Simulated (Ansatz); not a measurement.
**Ligand exchange: BH(CH3)I + C2H7N → BH(CH3)(NH2) + C2H5I**

Species: BH(CH3)I, singlet; C2H7N (ethanamine) `CCN`, singlet; BH(CH3)(NH2), singlet; C2H5I `CCI`, singlet. The partners trade I for NH2: B–I and C–NH2 bonds give way to B–NH2 and C–I.

Shapes, held fixed at every level: PBE0-D4/def2-TZVP. Flexible molecules stand in one conformer, not always the lowest. Programs: Ansatz 0.2.0. The zero-point and thermal change to 298 K, harmonic and unscaled (PBE0-D4/def2-TZVP), is +0.9 kJ/mol.

```json
{"level": "HF/def2-SVP", "kind": "Hartree–Fock", "ΔH(298 K) (kJ/mol)": "-84.4", "less CCSD(T)/def2-TZVPP": "+10.2"}
{"level": "HF/def2-TZVPP", "kind": "Hartree–Fock", "ΔH(298 K) (kJ/mol)": "-89.4", "less CCSD(T)/def2-TZVPP": "+5.2"}
{"level": "r2SCAN-D4/def2-TZVPP", "kind": "meta-GGA", "ΔH(298 K) (kJ/mol)": "-95.1", "less CCSD(T)/def2-TZVPP": "-0.5"}
{"level": "PBE0-D4/def2-TZVPP", "kind": "global hybrid", "ΔH(298 K) (kJ/mol)": "-92.6", "less CCSD(T)/def2-TZVPP": "+2.0"}
{"level": "wB97M-V/def2-TZVPP", "kind": "range-separated hybrid", "ΔH(298 K) (kJ/mol)": "-97.7", "less CCSD(T)/def2-TZVPP": "-3.1"}
{"level": "B2PLYP/def2-TZVPP", "kind": "double hybrid", "ΔH(298 K) (kJ/mol)": "-98.7", "less CCSD(T)/def2-TZVPP": "-4.1"}
{"level": "CCSD/def2-SVP", "kind": "coupled cluster or CI", "ΔH(298 K) (kJ/mol)": "-89.7", "less CCSD(T)/def2-TZVPP": "+4.9"}
{"level": "CCSD(T)/def2-TZVPP", "kind": "coupled cluster or CI", "ΔH(298 K) (kJ/mol)": "-94.6", "less CCSD(T)/def2-TZVPP": "0.0"}
```

The highest level, CCSD(T)/def2-TZVPP, gives ΔH(298 K) = -94.6 kJ/mol; the levels span -98.7 to -84.4. The column of differences is taken from that level and isn't an error. No measured value is set beside it here. For atoms past krypton def2 sets carry core potentials with scalar relativity. Correlated rows may include outer-core shells of I, which these sets cover unevenly.

The exchange is strongly exothermic at every level, and the zero-point and thermal change of +0.9 kJ/mol leaves the driving force almost wholly electronic. It lies mainly at boron. In the aminoborane the nitrogen lone pair donates into the empty boron p orbital, adding π character to a strong, polar σ bond; iodine, with its diffuse valence orbitals, overlaps poorly with boron and is a much weaker π donor. Carbon in the ethyl group has no comparable low-lying empty orbital, so exchanging C–N for C–I costs less than the boron side gains.

Correlation makes the reaction more exothermic in both basis sets where Hartree–Fock can be compared with coupled cluster, which suggests that mean-field theory undervalues the product bonding on balance. The density functionals fall on both sides of CCSD(T), with no steady improvement from meta-GGA to double hybrid. The enthalpy supports a thermodynamic preference for boron–nitrogen pairing, but not a facile direct exchange: an amine would ordinarily coordinate to the iodoborane and lose HI, keeping its C–N bond.
